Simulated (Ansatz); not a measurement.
## A ladder of methods for H3PO (SMILES O=[PH3])

H3PO: 5 atoms, total charge 0, spin state singlet. As SMILES, `O=[PH3]`. Geometry: relaxed at GFN2-xTB.

Quantity: the electronic atomisation energy, in eV. The values are calculated. Electronic energies at fixed atoms, without zero-point motion or spin-orbit coupling.

| level | kind | program | value (eV) | less FCI/STO-3G |
| --- | --- | --- | --- | --- |
| BLYP/STO-3G | GGA | Ansatz | 14.71 | +4.52 |
| HSE06/STO-3G | range-separated hybrid | Ansatz | 13.68 | +3.49 |
| B2PLYP/STO-3G | double hybrid | Ansatz | 12.45 | +2.26 |
| RPA@PBE/STO-3G | RPA | Ansatz | 10.26 | +0.07 |
| MP2/STO-3G | perturbation theory | Ansatz | 9.40 | -0.79 |
| CCSDT(Q)/STO-3G | coupled cluster or CI | Ansatz | 10.20 | +0.01 |
| CCSDT/STO-3G | coupled cluster or CI | Ansatz | 10.20 | +0.01 |
| FCI/STO-3G | exact in the basis | Ansatz | 10.19 | 0.00 |

FCI/STO-3G is exact within its basis and frozen core, so for wave-function methods in that basis the difference is their error; functionals converge differently with the basis, so for them it is only a difference. The values span 9.40 to 14.71 eV. All rows use very small basis sets, so none should be taken for the real molecule's value.

Coupled cluster with full triples practically reproduces the exact result in this basis, and perturbative quadruples change nothing at the printed precision, so a single reference describes H3PO well at this geometry. MP2 underbinds by 0.79 eV. In a minimal basis the high-spin atoms have a full majority-spin valence shell and hence no valence pair correlation, so whatever correlation MP2 misses in the molecule is lost directly from the binding. The missing part is probably mostly left-right correlation in the P–H and P–O bonds, involving low-lying σ* orbitals.

The functionals bind more strongly, probably because their correlation depends on the density and does not need the virtual orbitals that this basis lacks. The near agreement of RPA with FCI may owe something to error cancellation. The strongly polar P–O bond relies on back-donation from oxygen lone pairs into P–H σ* orbitals and on d polarisation functions at phosphorus; without the latter, even exact correlation leaves it too weak.
